# Polarisation function of graphene

## 1. Premises and conventions

**P1. Dirac model.** Near a zone corner the two sublattice amplitudes obey
$$H_{\mathbf k}=\hbar v\,(\sigma_xk_x+\sigma_yk_y),\qquad \varepsilon_{s\mathbf k}=s\hbar vk,\qquad |s\mathbf k\rangle=\tfrac1{\sqrt2}\,(1,\;s\,e^{i\theta_{\mathbf k}})^{T},$$
with $s=\pm1$ and $\theta_{\mathbf k}$ the polar angle of $\mathbf k$.

**P2. Flavours.** There are $N$ independent copies; $N=4$ (two spins, two valleys). The second valley has $k_x\to-k_x$, which reverses the sense of angles and leaves all overlaps below unchanged. The probe does not mix valleys.

**P3. State.** $T=0$, no disorder, Fermi energy $E_F=\hbar vk_F\ge0$. Hole doping gives the same response by particle-hole symmetry. State counting gives
$$n=\frac{Nk_F^2}{4\pi},\qquad D\equiv D(E_F)=\frac{dn}{dE_F}=\frac{Nk_F}{2\pi\hbar v}.$$

**P4. Interaction.** Electrons respond as free particles to the total potential (random-phase approximation, RPA).

**Conventions.** Fields vary as $e^{i(\mathbf{q\cdot r}-\omega t)}$. The potential energy $U$ induces the number density $\delta n=\chi_0U$, so the static $\chi_0$ is negative. SI units; electron charge $-e$.

First-order perturbation theory for the one-particle density matrix, with $U$ switched on adiabatically, gives the Lindhard form ($\mathbf k'=\mathbf k+\mathbf q$)
$$\chi_0(q,\omega)=N\sum_{ss'}\int\!\frac{d^2k}{(2\pi)^2}\,F_{ss'}\,\frac{f_{s\mathbf k}-f_{s'\mathbf k'}}{\hbar\omega+\varepsilon_{s\mathbf k}-\varepsilon_{s'\mathbf k'}+i0}.\tag1$$
The matrix element of $e^{i\mathbf{q\cdot r}}$ is the spinor overlap. With $\theta=\theta_{\mathbf k'}-\theta_{\mathbf k}$,
$$F_{ss'}=|\langle s'\mathbf k'|s\mathbf k\rangle|^2=\tfrac14\,|1+ss'e^{-i\theta}|^2=\tfrac12(1+ss'\cos\theta).\tag2$$
Intraband backscattering ($\theta=\pi$) and interband forward transitions ($\theta=0$) are forbidden.

**Coulomb kernel.** Embed the sheet in a uniaxial dielectric with in-plane permittivity $\epsilon_x$ and out-of-plane permittivity $\epsilon_z$. Off the sheet $\epsilon_z\phi''=\epsilon_xq^2\phi$, so $\phi\propto e^{-\eta q|z|}$ with $\eta=\sqrt{\epsilon_x/\epsilon_z}$. The jump of the normal displacement equals the sheet charge: $2\varepsilon_0\epsilon_z\eta q\,\phi=\rho$. Hence
$$V_q=\frac{e^2}{2\varepsilon_0\kappa q}=\frac{2\pi\hbar v\,\alpha_g}{q},\qquad \kappa=\sqrt{\epsilon_x\epsilon_z},\qquad \alpha_g=\frac{e^2}{4\pi\varepsilon_0\kappa\hbar v}.\tag3$$
The coupling $\alpha_g$ contains $v$ and $\kappa$; it is not the fine-structure constant $\alpha_0=e^2/4\pi\varepsilon_0\hbar c$. From $U=U_{\rm ext}+V_q\chi_0U$, where $U_{\rm ext}$ is already screened by the dielectric,
$$\epsilon(q,\omega)=U_{\rm ext}/U=1-V_q\chi_0 .\tag4$$

## 2. Undoped sheet

**Step 1: surviving terms.** Here $f_{-}=1$, $f_{+}=0$. Intraband terms vanish because their numerators do. With $E=\hbar v(k+k')$ the term $(s,s')=(-,+)$ gives $1/(\hbar\omega-E)$ and $(+,-)$ gives $-1/(\hbar\omega+E)$. Their sum is $2E/(\hbar^2\omega^2-E^2)$. Expression (1) is analytic for $\operatorname{Im}\omega>0$, so evaluate it at $\omega=i\zeta$, $\zeta>0$, where no denominator vanishes:
$$\chi_0(q,i\zeta)=-N\int\!\frac{d^2k}{(2\pi)^2}\,F_{+-}\,\frac{2E}{\hbar^2\zeta^2+E^2}.$$

**Step 2: elliptic coordinates.** Take $\mathbf q\parallel x$ and set
$$\mathbf k+\tfrac12\mathbf q=\tfrac q2\,(\cosh u\cos\varphi,\;\sinh u\sin\varphi),\qquad u\ge0,\quad 0\le\varphi<2\pi.$$
Squaring gives $k=\tfrac q2(\cosh u-\cos\varphi)$ and $k'=\tfrac q2(\cosh u+\cos\varphi)$. The Jacobian is $\tfrac{q^2}4(\cosh^2u-\cos^2\varphi)=kk'$. The cosine rule $q^2=k^2+k'^2-2kk'\cos\theta$ yields
$$kk'F_{+-}=\tfrac14[q^2-(k-k')^2]=\tfrac{q^2}4\sin^2\varphi .$$
So $F_{+-}\,d^2k=\tfrac{q^2}4\sin^2\varphi\,du\,d\varphi$, while $E=\hbar vq\cosh u$ depends on $u$ alone. The integral factorises.

**Step 3: integrate.** The angle gives $\int_0^{2\pi}\sin^2\varphi\,d\varphi=\pi$. Put $t=\sinh u$, $dt=\cosh u\,du$, $\cosh^2u=1+t^2$:
$$\chi_0=-\frac{Nq^2}{16\pi\hbar}\int_0^\infty\!\frac{2vq\,dt}{\zeta^2+v^2q^2+v^2q^2t^2}=-\frac{Nq^2}{16\pi\hbar}\,\frac{\pi}{\sqrt{\zeta^2+v^2q^2}},$$
using $\int_0^\infty dt/(A+Bt^2)=\pi/2\sqrt{AB}$. The integral converges without a cutoff, because $F_{+-}\sim q^2/k^2$ at large $k$. No shift of the integration variable was made.

**Step 4: continue.** Replace $\zeta^2\to-\omega^2$. For $\operatorname{Im}\omega>0$ the quantity $v^2q^2-\omega^2$ never reaches the negative real axis, so the principal root is analytic there and the continuation is unique:
$$\boxed{\chi_0(q,\omega)=-\frac{Nq^2}{16\hbar\sqrt{v^2q^2-(\omega+i0)^2}}}\tag5$$
For $|\omega|<vq$ it is real and negative: no interband pair fits, since $k+k'\ge q$. For $\omega>vq$ the radicand lies just below the negative axis, the root is $-i\sqrt{\omega^2-v^2q^2}$, and
$$\chi_0=-\,i\,\frac{Nq^2}{16\hbar\sqrt{\omega^2-v^2q^2}} .$$
The negative imaginary part is the sign of absorption in this convention.

**Dielectric function.** Insert (3) and (5) in (4):
$$\epsilon(q,\omega)=1+\frac{\pi N\alpha_g}8\,\frac{vq}{\sqrt{v^2q^2-(\omega+i0)^2}},\qquad \epsilon(q,0)=1+\frac{\pi N\alpha_g}8 .\tag6$$
The static value is independent of $q$: $\chi_0(q,0)=-Nq/16\hbar v$ is linear in $q$ and cancels the $1/q$ of $V_q$. The neutral sheet rescales the $1/r$ potential and does not shorten its range. It has no RPA plasmon at $T=0$, since $\epsilon>1$ for $\omega<vq$ and $\operatorname{Re}\epsilon=1$ for $\omega>vq$.

**Conductivity.** With $U=-e\phi$ the induced charge is $\rho=e^2\chi_0\phi$ and the total longitudinal field is $-iq\phi$. Continuity, $\omega\rho=qj$, with $j=\sigma\,(-iq\phi)$ gives
$$\sigma(q,\omega)=\frac{i\omega e^2}{q^2}\,\chi_0(q,\omega).\tag7$$
For $\omega>vq$, $\sigma=(Ne^2/16\hbar)\,\omega/\sqrt{\omega^2-v^2q^2}$, and at $q\to0$
$$\boxed{\sigma_0=\frac{Ne^2}{16\hbar}}\tag8$$
It is real and independent of $\omega$ and $v$. For $N=4$, $\sigma_0=e^2/4\hbar=60.85\ \mu$S. A free-standing sheet at normal incidence absorbs, to first order in $\sigma_0$, the fraction $\tfrac12\sigma_0|{\cal E}|^2/\tfrac12\varepsilon_0c|{\cal E}|^2=\pi\alpha_0=2.29\,\%$. Here $\alpha_0$ enters; in (6) it is $\alpha_g$. The limit in (8) is $q\to0$ at fixed $\omega$ in a clean sheet; it is not a dc conductivity.

## 3. Doped sheet, static limit

**Step 1: split.** Write $f_{s\mathbf k}=\delta_{s,-}+\delta_{s,+}\Theta(k_F-k)$. Equation (1) is linear in $f$, so
$$\chi_0=-\frac{Nq}{16\hbar v}+\Delta\chi ,$$
where $\Delta\chi$ collects all terms containing the added conduction electrons. It holds the intraband transitions and also the Pauli blocking of interband ones.

**Step 2: fold the two halves.** The terms with $f_{+\mathbf k}$ have denominators $\varepsilon_{+\mathbf k}-\varepsilon_{s'\mathbf k'}+i0$. In the terms with $-f_{+\mathbf k'}$ substitute $\mathbf k\to-\mathbf k-\mathbf q$, which swaps $k$ and $k'$ and keeps $\cos\theta$. The substitution is harmless because the integrand lives on a finite disc. These terms become the first ones with $-i0$. The sum is twice the principal value:
$$\Delta\chi=\frac{2N}{\hbar v}\,{\rm P}\!\!\int_{k<k_F}\!\frac{d^2k}{(2\pi)^2}\left[\frac{1+\cos\theta}{2(k-k')}+\frac{1-\cos\theta}{2(k+k')}\right].$$

**Step 3: remove the square roots.** On a common denominator the bracket is $(k+k'\cos\theta)/(k^2-k'^2)$. Let $\vartheta$ be the angle between $\mathbf k$ and $\mathbf q$. Projecting $\mathbf k'$ on $\mathbf k$ gives $k'\cos\theta=k+q\cos\vartheta$, and $k^2-k'^2=-q(q+2k\cos\vartheta)$. Therefore
$$[\dots]=-\frac1q\,\frac{2k+q\cos\vartheta}{q+2k\cos\vartheta}=-\frac1q\left[\frac q{2k}-\frac{q^2-4k^2}{2k}\,\frac1{q+2k\cos\vartheta}\right].$$

**Step 4: angle.** With $\tau=\tan(\vartheta/2)$ and $a,b>0$,
$${\rm P}\!\int_0^{2\pi}\!\frac{d\vartheta}{a+b\cos\vartheta}={\rm P}\!\int_{-\infty}^{\infty}\!\frac{2\,d\tau}{(a+b)+(a-b)\tau^2}.$$
For $a>b$ this is $2\pi/\sqrt{a^2-b^2}$. For $a<b$ the antiderivative is proportional to $\ln|(\tau_0+\tau)/(\tau_0-\tau)|$ with $\tau_0^2=(a+b)/(b-a)$; it vanishes at $\pm\infty$ and takes equal values on both sides of each pole as the symmetric gap closes, so the principal value is zero. With $a=q$, $b=2k$,
$${\rm P}\!\int_0^{2\pi}\!d\vartheta\,[\dots]=-\frac{\pi}{qk}\left[q-\sqrt{q^2-4k^2}\;\Theta(q-2k)\right].$$

**Step 5: radius.** The measure $k\,dk$ cancels the $1/k$:
$$\Delta\chi=-\frac{N}{2\pi\hbar v}\left[k_F-\frac1q\int_0^{\min(k_F,\,q/2)}\!\!\sqrt{q^2-4k^2}\;dk\right].\tag9$$
The first term is $-D$.

**Case $q\le2k_F$.** The upper limit is $q/2$. With $k=\tfrac q2\sin\psi$ the integral is $\tfrac{q^2}2\int_0^{\pi/2}\cos^2\psi\,d\psi=\pi q^2/8$. Then $\Delta\chi=-D+Nq/16\hbar v$, and the second term cancels the undoped part identically:
$$\boxed{\chi_0(q,0)=-D(E_F),\qquad q\le2k_F}\tag{10}$$

**Case $q>2k_F$.** The same substitution gives $\tfrac{q^2}4(\psi+\sin\psi\cos\psi)$ at $\sin\psi=2k_F/q$, that is $\tfrac{q^2}4\arcsin\tfrac{2k_F}q+\tfrac{k_F}2\sqrt{q^2-4k_F^2}$. Define $\chi_0(q,0)=-D\,P$ and $y=2k_F/q$, and note $Nq/16\hbar v=D\,\pi q/8k_F=D\,\pi/4y$:
$$\boxed{P=1+\frac{\pi q}{8k_F}-\frac12\sqrt{1-\frac{4k_F^2}{q^2}}-\frac q{4k_F}\arcsin\frac{2k_F}q=1+\frac{\arccos y-y\sqrt{1-y^2}}{2y}}\tag{11}$$

**Large $q$.** Use $\sqrt{1-y^2}=1-y^2/2-y^4/8-\dots$ and $\arcsin y=y+y^3/6+3y^5/40+\dots$ in (11). The constants $1-\tfrac12-\tfrac12$ cancel, and
$$P=\frac{\pi}{4y}+\frac{y^2}6+\frac{y^4}{40}+\dots,\qquad \chi_0=-\frac{Nq}{16\hbar v}-\frac{2D}{3}\frac{k_F^2}{q^2}-\dots\tag{12}$$
Both the ratio to the undoped form tends to one and the difference tends to zero, as $q^{-2}$.

**Threshold.** Put $y=\cos\beta$; then $P-1=(\beta-\sin\beta\cos\beta)/2\cos\beta\simeq\beta^3/3$. For $q=2k_F(1+\delta)$, $\beta\simeq\sqrt{2\delta}$, so
$$P-1\simeq\tfrac{2\sqrt2}3\,\delta^{3/2}.$$
$P$ and its slope are continuous at $2k_F$; the second derivative diverges. A one-sided singularity $\delta^{p}$ gives $r^{-p-1}$ in a one-dimensional Fourier integral, and the kernel $J_0(qr)$ adds $r^{-1/2}$. The density around a smooth impurity potential thus has Friedel oscillations of wavevector $2k_F$ decaying as $r^{-3}$. The weak singularity reflects $F_{++}=0$ for backscattering.

**What the plateau is made of.** Regroup (1) by true transitions. The interband terms carry $1-f_{+}$, so they equal $-2N\int_{k>k_F}\frac{d^2k}{(2\pi)^2}F_{+-}/\hbar v(k+k')$. For $q\ll k_F$, $\theta\simeq(q/k)\sin\vartheta$ in magnitude, so $F_{+-}\simeq q^2\sin^2\vartheta/4k^2$, and $k+k'\simeq2k$. The integral is $-Nq^2/16\pi\hbar vk_F=-Dq^2/8k_F^2$. Pauli blocking has removed the term linear in $q$. By (10) the intraband part is then $-D(1-q^2/8k_F^2+\dots)$. The intraband response falls with $q$, the interband response grows, and the sum stays fixed up to $2k_F$.

**Static screening.** From (3), $V_qD=N\alpha_gk_F/q$, so
$$\epsilon(q,0)=1+\frac{q_{TF}}qP(q),\qquad q_{TF}=N\alpha_gk_F .\tag{13}$$
Within RPA the Thomas-Fermi form holds without correction for all $q\le2k_F$; for $q\gg k_F$, (12) returns the constant (6). The ratio $q_{TF}/k_F$ does not depend on density.

## 4. Doped sheet, optical limit

Take $q\to0$ at fixed $\omega$ and keep order $q^2$.

*Intraband.* $F_{++}\to1$, $f_{\mathbf k}-f_{\mathbf k'}\simeq\hbar vq\cos\vartheta\;\delta(\varepsilon-E_F)$. Then $\chi_0^{\rm intra}=D\,\langle vq\cos\vartheta/(\omega-vq\cos\vartheta)\rangle_\vartheta\simeq Dv^2q^2/2\omega^2$.

*Interband.* As in Section 2 but with $k>k_F$, $E=2\hbar vk$, $dk/k=dE/E$ and $W=\hbar\omega+i0$:
$$\chi_0^{\rm inter}=\frac{Nq^2}{16\pi}\int_{2E_F}^\infty\!\frac{2\,dE}{W^2-E^2}=-\frac{Nq^2}{16\pi\hbar\omega}\left[\ln\left|\frac{2E_F+\hbar\omega}{2E_F-\hbar\omega}\right|+i\pi\,\Theta(\hbar\omega-2E_F)\right],$$
from $2/(W^2-E^2)=W^{-1}[1/(W-E)+1/(W+E)]$. Equation (7) gives, for $\omega>0$,
$$\frac{\sigma(\omega)}{\sigma_0}=\frac{4iE_F}{\pi\hbar\omega}+\Theta(\hbar\omega-2E_F)-\frac i\pi\ln\left|\frac{2E_F+\hbar\omega}{2E_F-\hbar\omega}\right|.\tag{14}$$
In a doped sheet $\operatorname{Re}\sigma=\sigma_0$ only above the Pauli edge $2E_F$. For $\hbar\omega\gg E_F$ the Drude term and the logarithm cancel at order $E_F/\hbar\omega$, and (8) is recovered.

## 5. Range of validity

1. **Linear bands.** In the nearest-neighbour hopping model with bond length $a$ the off-diagonal element along a zone-corner direction is proportional to $1+2\cos(2\pi/3+\sqrt3ka/2)=-\tfrac32ka\,(1-ka/4+\dots)$. The relative correction is $ka/4$ at most (trigonal warping).
2. **Valleys.** P2 needs $q\ll4\pi/3\sqrt3a$, the distance between adjacent zone corners.
3. **Temperature.** At $q\to0$ only intraband terms survive, and $-\chi_0=\int D(E)(-\partial_Ef)\,dE=\partial n/\partial\mu=\frac{N}{2\pi\hbar^2v^2}\,2k_BT\ln[2\cosh(\mu/2k_BT)]$, with $n$ the net density. The plateau (10) is exact only at $T=0$; the $2k_F$ singularity and the edge in (14) are smeared on the relative scale $T/T_F$. Form (5) needs $\hbar vq$ or $\hbar\omega$ well above $k_BT$.
4. **Disorder.** A mean free path $\ell$ smears the $2k_F$ singularity over $1/\ell$; one needs $k_F\ell\gg1$. The Drude term of (14) needs $\omega\ell/v\gg1$.
5. **Substrate potential.** The crystal axes of hBN and graphene must be misaligned, so that no moiré zone boundary lies near $k_F$.
6. **Dielectric stack.** Interfaces at distance $d$ change (3) by terms of order $e^{-2\eta qd}$. For one metal gate the image charge gives $V_q\to V_q(1-e^{-2\eta qd})$, which tends to $e^2d/\varepsilon_0\epsilon_z=e^2/C_g$ at $q\to0$. Then $\epsilon(q\to0,0)=1+C_Q/C_g$ with the quantum capacitance $C_Q=e^2D$. Near the optical phonons of the dielectric $\kappa$ depends on frequency; this alters $V_q$ and, at this level, not $\chi_0$.
7. **Exchange.** $\chi_0$ omits self-energy and vertex terms, of relative order $\alpha_g$ without a factor $N$. The filled valence band has density matrix $\tfrac12(1-\boldsymbol\sigma\cdot\hat{\mathbf k}')$, so the Fock term is $\Sigma_{\mathbf k}=\tfrac12\int\frac{d^2k'}{(2\pi)^2}V_{|\mathbf k-\mathbf k'|}\,\boldsymbol\sigma\cdot\hat{\mathbf k}'$ plus a constant. For $k'\gg k$, $1/|\mathbf k-\mathbf k'|\simeq1/k'+k\cos\theta/k'^2$. The angular integral of $\cos^2\theta$ is $\pi$, leaving $\Sigma=\tfrac14\alpha_g\hbar v\,\boldsymbol\sigma\cdot\mathbf k\,\ln(\Lambda/k)$ with band cutoff $\Lambda$. The velocity runs, $dv/d\ln k=-\alpha_gv/4$ with the unscreened kernel. In a doped sheet this applies for $k>k_F$. The $v$ in all formulas is to be read as the velocity at the relevant scale.

Equations (5), (10) and (11) are exact for free Dirac fermions at $T=0$. Equations (6) and (13) are RPA results.

## 6. Illustration: hBN-encapsulated graphene at $n=10^{12}\ {\rm cm^{-2}}$

**Inputs (all typical or assumed).** $v=1.1\times10^6$ m/s, a typical interaction-renormalised value at this density; typical static hBN permittivities $\epsilon_x=6.9$, $\epsilon_z=3.5$; typical bond length $a=0.142$ nm; assumed gate distance $d=30$ nm, with thick hBN on the other side; assumed $\ell=1\ \mu$m and $T=4$ K. Intermediate values are carried unrounded.

**Scales.** $k_F=\sqrt{\pi n}=0.177\ {\rm nm^{-1}}$, fixed by $n$ alone. $\hbar v=0.72$ eV nm, $E_F=0.13$ eV, $T_F=1.5\times10^3$ K, Pauli edge $2E_F=0.26$ eV. $D=2n/E_F=1.6\times10^{13}\ {\rm eV^{-1}cm^{-2}}$, $C_Q=2.5\ \mu{\rm F/cm^2}$. $\kappa=4.9$, $\eta=1.4$, $\alpha_g=0.40$. Then $q_{TF}=4\alpha_gk_F=0.29\ {\rm nm^{-1}}$, a screening length of $3.5$ nm, and the undoped constant is $1+\pi\alpha_g/2=1.6$.

The columns $P$ and $\pi q/8k_F$ (undoped response in units of $D$) contain no material input; $\epsilon$ is the model's value from (13).

| $q/k_F$ | $q$ (nm$^{-1}$) | $P$ | $\pi q/8k_F$ | $\epsilon(q,0)$ |
|---|---|---|---|---|
| 0.5 | 0.089 | 1 | 0.196 | 4.2 |
| 1 | 0.18 | 1 | 0.393 | 2.6 |
| 2 | 0.35 | 1 | 0.785 | 1.8 |
| 3 | 0.53 | 1.258 | 1.178 | 1.7 |
| 4 | 0.71 | 1.614 | 1.571 | 1.7 |
| 8 | 1.4 | 3.152 | 3.142 | 1.6 |

At $q=4k_F$ doping changes $\chi_0$ by only $2.8\,\%$. The carriers matter for $q\lesssim2k_F$; beyond, the sheet acts as a dielectric constant and the total reduction of the vacuum Coulomb kernel is $\kappa(1+\pi\alpha_g/2)=8.0$.

**Sizes of the neglected terms.**

- Warping: $ka/4=0.006$ at $k_F$ and $0.025$ at $4k_F$, the scale $q/2$ of the last row. The valley separation is $17\ {\rm nm^{-1}}$.
- Temperature: $T/T_F=0.003$ at 4 K. At 300 K, $T/T_F=0.20$; fixing $\mu$ by the net density and using item 3 gives $\partial n/\partial\mu=0.94\,D$.
- Disorder: $k_F\ell=1.8\times10^2$.
- Gate: $1/2\eta d=0.012\ {\rm nm^{-1}}$, and $e^{-2\eta qd}=6\times10^{-4}$ in the first row. Below that wavevector $\epsilon$ saturates: $C_g=0.10\ \mu{\rm F/cm^2}$ and $1+C_Q/C_g=25$.
- Alignment: an aligned stack has a typical moiré period of 14 nm. Four electrons per cell of area $\tfrac{\sqrt3}2(14\ {\rm nm})^2$ is $2.4\times10^{12}\ {\rm cm^{-2}}$, close to $n$, and the results would fail.
- Phonons: the hBN bands lie typically near 0.10 eV and 0.17 to 0.20 eV, comparable with $E_F$. The static $\kappa$ must not be used in $\epsilon(q,\omega)$ there.
- Exchange, the largest term: $\alpha_g/4=0.10$, so $v$ drops by about $(\alpha_g/4)\ln4=0.14$ between $k_F$ and $4k_F$ in the unscreened estimate. For the neutral static case the next term of (6) is $c_2\alpha_g^2$ with an approximate literature coefficient $c_2\approx0.78$ ($N=4$, $v$ at scale $q$). This is $0.13$, against $\pi\alpha_g/2=0.64$, or $20\,\%$ of the RPA term, in the direction of stronger screening. For $\sigma_0$ the relative correction is $c_\sigma\alpha_g$ with approximate $c_\sigma\approx0.013$, that is $0.005$.

Exchange limits $\epsilon-1$ to about 10 to 20 per cent accuracy, hence two figures. The velocity was chosen as the renormalised one so that $E_F$ and $C_Q$ follow typical behaviour at this density; these two numbers do not test the theory. Within the model, the gate equation $V_g=en/C_g+\mu/e$ puts $C_g$ and $C_Q$ in series, so the finite plateau value $D(E_F)$ lowers the gate-to-channel capacitance by $C_g/(C_g+C_Q)=4\,\%$, and the sheet screens a static potential of wavevector $k_F$ by the factor $2.6$ on top of $\kappa=4.9$.